Reduced state and Rényi entropies of two capacitively coupled LC resonators: limits and scaling

Statement

Two identical lossless resonators, each an inductance L and a capacitance C to ground, are joined by a capacitance Cc. The subsystems are defined by the node fluxes Φ1, Φ2 and their conjugate charges, [Φj, Qk] = iħδjk. Entropies are in nats. The modes Φ± = (Φ1 ± Φ2)/√2 have ω+ = 1/√(LC), ω− = 1/√[L(C + 2Cc)] and impedances Z± = ω±L. With κ = Cc/C,

r = ω+/ω− = √(1 + 2κ), θ = (1/4) ln r.

In the ground state, ρ1 = Tr2 |ψ⟩⟨ψ| has as eigenfunctions the number states of an oscillator of impedance Ze = √(Z+Z−), with eigenvalues

pn = (1 − x)x^n, x = [(√ω+ − √ω−)/(√ω+ + √ω−)]² = tanh²θ. (1)

The mean index is n̄ = x/(1 − x) = sinh²θ, and ε = −ln x is the spacing of the levels of −ln ρ1. The entropies S_a = ln Tr ρ1^a/(1 − a) are

S_a = [a ln(1 − x) − ln(1 − x^a)]/(1 − a), S = −ln(1 − x) − x ln x/(1 − x), (2)

with S the limit a → 1. Special cases are S_1/2 = 2θ, S_2 = ln cosh 2θ and S_∞ = 2 ln cosh θ.

Dimensional analysis

No dimensionless group can be formed from L, C and ħ, so the ground-state spectrum depends on κ alone. L and ħ fix only the flux scale √(ħZe), and kinetic inductance drops out of x. Temperature adds the group kBT/ħω+. In the Hamiltonian each resonator has the bare frequency ω0 = √[(ω+² + ω−²)/2], and ω±² = ω0²(1 ± η) = ω0² ± 2gω0, which defines the coupling g. Then η = 2g/ω0 = κ/(1 + κ) and θ = (1/4) artanh η. As η < 1, no mode becomes unstable.

Weak coupling, η ≪ 1

x = (η²/16)(1 + 5η²/8 + ...) = (κ²/16)(1 − 2κ + ...). (3)

The leading term is (g/2ω0)², the weight of the state |1,1⟩ admixed by the counter-rotating terms; the rotating-wave approximation gives x = 0. For small x,

S = x(1 + ε) + x²(1/2 + ε) + ..., S_a ≈ (ax − x^a)/(a − 1). (4)

Thus S_a scales as g² for a > 1, as g² ln(ω0/g) at a = 1 and as g^(2a) for a < 1. The omitted terms are of order x² and x^(2a). At a = 2 the x² terms cancel, and S_2 = 2x + 2x³/3 + ...

Strong mode separation, r ≫ 1

Here ε = 4r^(−1/2)[1 + 1/(3r) + ...] and, for fixed a with aε small,

S_a = (1/2) ln r − ln 4 + ln a/(a − 1) + (2a − 1)/(3r) + ..., (5)

with ln a/(a − 1) → 1 at a = 1. All orders share the slope (1/2) ln r ≈ (1/4) ln 2κ, so a decade in Cc adds only 0.576 nat.

Crossovers in κ

There are two, far apart. Near κ ≈ 1 the power law (3) ends and x ≈ θ² = [ln(1 + 2κ)/8]² takes over, with relative correction −2θ²/3. At κ = 2.5 the term η²/16 lies 34 % below the exact x, and θ² lies 3 % above it. The state is still nearly pure. One bit, S = ln 2, needs r = 7.96 and κ = 31, where (5) already gives 0.6926 against 0.6931. The second crossover, n̄ = 1, has sinh θ = 1, r = (1 + √2)⁴ = 33.97, κ = 576.5 and S = 2 ln 2 = 1.386. There (5) gives 1.376 without its last term and 1.386 with it, while (4) gives 1.145.

Dependence on the order a

For aε ≪ 1 and a ≪ 1, S_a ≈ −ln(aε), which diverges because ρ1 has infinite rank. For aε ≫ 1 and a > 1, S_a ≈ (aS_∞ − x^a)/(a − 1), so the largest eigenvalue decides. Near a = 1, S_a = S − (a − 1)V/2 + ..., where V = ε²n̄(n̄ + 1) is the variance of −ln pn. At weak coupling x^a = x exp[−(a − 1)ε], so S_a resembles S only within |a − 1| ≲ 1/ε.

Temperature

In equilibrium ρ1 remains of the form (1), with n̄(T) = ν − 1/2 and x = n̄/(n̄ + 1), where c± = coth(ħω±/2kBT) = 1 + 2n± and

ν² = ⟨Φ1²⟩⟨Q1²⟩/ħ² = [c+² + c−² + c+c−(r + 1/r)]/16. (6)

To first order in the mode occupations, ν = ν0(1 + n+ + n−) with ν0 = (1/2) cosh 2θ. The crossover T* is defined by ν0(n+ + n−) = n̄(0), and for weak coupling kBT* ≈ ħω0/ε. For kBT ≫ ħω+, ν² → (kBT)²/[ħ²ω+ω−]·[(r + 1/r)/2]. At T > 0 the joint state is mixed and S no longer measures entanglement.

Proof

The Lagrangian C(Φ̇1² + Φ̇2²)/2 + Cc(Φ̇1 − Φ̇2)²/2 − (Φ1² + Φ2²)/2L separates into modes of inductance L and capacitances C and C + 2Cc. With u = 1/Z+, v = 1/Z−, A = (u + v)/2 and B = (u − v)/2, the ground state is

ψ ∝ exp[−(uΦ+² + vΦ−²)/2ħ] = exp{−[A(Φ1² + Φ2²) + 2BΦ1Φ2]/2ħ}.

The Gaussian integral of ψ(Φ, Φ2)ψ(Φ′, Φ2) over Φ2 yields the factor exp[B²(Φ + Φ′)²/4Aħ], so

ρ1(Φ, Φ′) ∝ exp[−γ(Φ² + Φ′²)/2ħ + βΦΦ′/ħ], γ = A − B²/2A, β = B²/2A.

Mehler's formula for the normalised Hermite functions φn reads

Σ x^n φn(y)φn(y′) = [π(1 − x²)]^(−1/2) exp{−[(1 + x²)(y² + y′²) − 4xyy′]/[2(1 − x²)]}.

Setting y = Φ√(w/ħ) and matching exponents gives γ = w(1 + x²)/(1 − x²) and β = 2wx/(1 − x²). Hence w² = γ² − β² = A² − B² = uv, and x = β/(γ + w) = (A − w)/(A + w) = [(√v − √u)/(√v + √u)]². Since v/u = Z+/Z− = r, this is (1), and unit trace fixes the factor 1 − x. The geometric series Tr ρ1^a = (1 − x)^a/(1 − x^a) gives (2). Equation (3) follows from artanh η = η + η³/3 + ... and tanh²θ = θ² − 2θ⁴/3 + ..., and (4) from expanding the logarithms in (2). For (5), ln(1 − e^(−y)) = ln y − y/2 + y²/24 + ... at y = ε and y = aε gives S_a = −ln ε + ln a/(a − 1) + aε²/24, into which ε = 4 artanh(r^(−1/2)) is inserted. For (6), ⟨Φ1²⟩ = ħ(Z+c+ + Z−c−)/4 and ⟨Q1²⟩ = ħ(c+/Z+ + c−/Z−)/4, and a one-mode Gaussian state without Φ-Q correlation is thermal with n̄ + 1/2 = ν.

The proof shows that x is set by the impedance ratio, which equals the frequency ratio only because both modes share L. A mutual inductance M, signed so that L± = L ± M, gives θ = (1/8)|ln(1 + 2κ) + ln[(L + M)/(L − M)]|, whereas the second logarithm enters ln(ω+²/ω−²) with the opposite sign.

Numbers for a niobium circuit

The inputs are illustrative: L = 1.6 nH (geometric plus kinetic) and C = 400 fF, so f+ = 6.291 GHz and Z+ = 63.2 Ω. This frequency lies far below the gap frequency of Nb, typically about 700 GHz, which supports the lossless linear model. The model gives:

Cc (fF) | f− (GHz) | g/ω0 | x | ε | S_1/2 | S | S_2
10 | 6.140 | 0.0122 | 3.72×10⁻⁵ | 10.20 | 0.0122 | 4.17×10⁻⁴ | 7.44×10⁻⁵
100 | 5.137 | 0.100 | 2.56×10⁻³ | 5.97 | 0.101 | 0.0179 | 5.13×10⁻³
1000 | 2.568 | 0.357 | 0.0485 | 3.03 | 0.448 | 0.204 | 0.0971

The first row has g/2π = 76 MHz, strong coupling in the sense that g exceeds the linewidth ω0/Q for Q of order 10³ or more. The second has g/2π = 574 MHz and Ze = 57.1 Ω; there (3) gives 2.50×10⁻³ at leading order and 2.56×10⁻³ with the correction, and the window around a = 1 is 1/ε = 0.17.

Three neglected effects can rival these values. A stray M/L = 0.01 raises x by a factor 2.0 in the first row and by 10 % in the second. Damping by a feedline mixes ρ1 even at T = 0, adding to n̄ an amount of order 1/Q up to a logarithm of the bath cutoff, which for a loaded Q of 10⁴ is comparable to the first row. Temperature gives T* = 29 mK and 45 mK for the first two rows (ħω0/kBε is 46 mK for the second), and at 20 mK the thermal part of n̄ is 0.9 % and 0.09 % of the ground-state part. A TiN pair with the same capacitances and an assumed tenfold L keeps x, ε and every S_a, but its frequencies and T* drop by √10, to T* = 14 mK for the second row. Modes of real resonators typically sit above the refrigerator temperature, often near 50 mK. At 50 mK equation (6) gives S = 0.044 for the second row of the Nb model, so a typical device would show more than twice the model's ground-state entropy of 0.0179, the excess being thermal.